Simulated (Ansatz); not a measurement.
## C4H12N+ (tetramethylammonium): the vertical ionisation energy, rung by rung

C4H12N+ has 17 atoms, charge +1, and is taken as a singlet. SMILES: `C[N+](C)(C)C`. Geometry: relaxed at PBE0-D4/def2-TZVP.

Quantity: the vertical ionisation energy (to the doublet dication), in eV. The values are calculated.

| level | kind | program | value (eV) | less CCSD(T)/6-31G* | CPU time (all runs) |
| --- | --- | --- | --- | --- | --- |
| BLYP/6-31G* (spherical functions) | GGA | Ansatz | 17.40 | -1.19 | 4.2 min |
| revPBE/6-31G* (spherical functions) | GGA | Ansatz | 17.49 | -1.10 | 3.1 min |
| r2SCAN0/6-31G* (spherical functions) | hybrid meta-GGA | Ansatz | 18.34 | -0.25 | 1.8 min |
| CAM-B3LYP/6-31G* (spherical functions) | range-separated hybrid | Ansatz | 18.46 | -0.13 | 62 s |
| wB97M-V/6-31G* (spherical functions) | range-separated hybrid | Ansatz | 18.44 | -0.15 | 7.3 min |
| wB97X/6-31G* (spherical functions) | range-separated hybrid | Ansatz | 18.58 | -0.01 | 5.7 min |
| B2PLYP/6-31G* (spherical functions) | double hybrid | Ansatz | 18.35 | -0.24 | 69 s |
| CCSD(T)/6-31G* (spherical functions) | coupled cluster or CI | Ansatz | 18.59 | 0.00 | 5.8 min |

CCSD(T)/6-31G* (spherical functions) is the highest level here, not the true value. The values span 17.40 to 18.59 eV. CPU times are rough (shared hosts, several kinds of processor and program).

Every functional places the ionisation energy at or below the coupled-cluster value, but the shortfall is large only for the two GGAs, at more than 1 eV. The hybrids, range-separated hybrids and double hybrid all lie within 0.25 eV of the reference, probably because exact exchange curbs the GGAs' over-stabilisation of a hole spread over several equivalent bonds. The order does not follow the usual ladder, however: B2PLYP falls below all three range-separated hybrids and is practically level with r2SCAN0.

The large ionisation energy itself has a simple origin. Quaternisation ties up the nitrogen lone pair that ionises easily in a neutral amine, so the electron must come from C–H and C–N σ-bonding orbitals, and it must leave an ion that is already positive. Both effects bind it strongly.

The near-coincidence of wB97X with CCSD(T), a difference of -0.01 eV, may partly reflect cancelling errors, and a single cation in a small basis without diffuse functions cannot show whether it would survive basis-set enlargement.
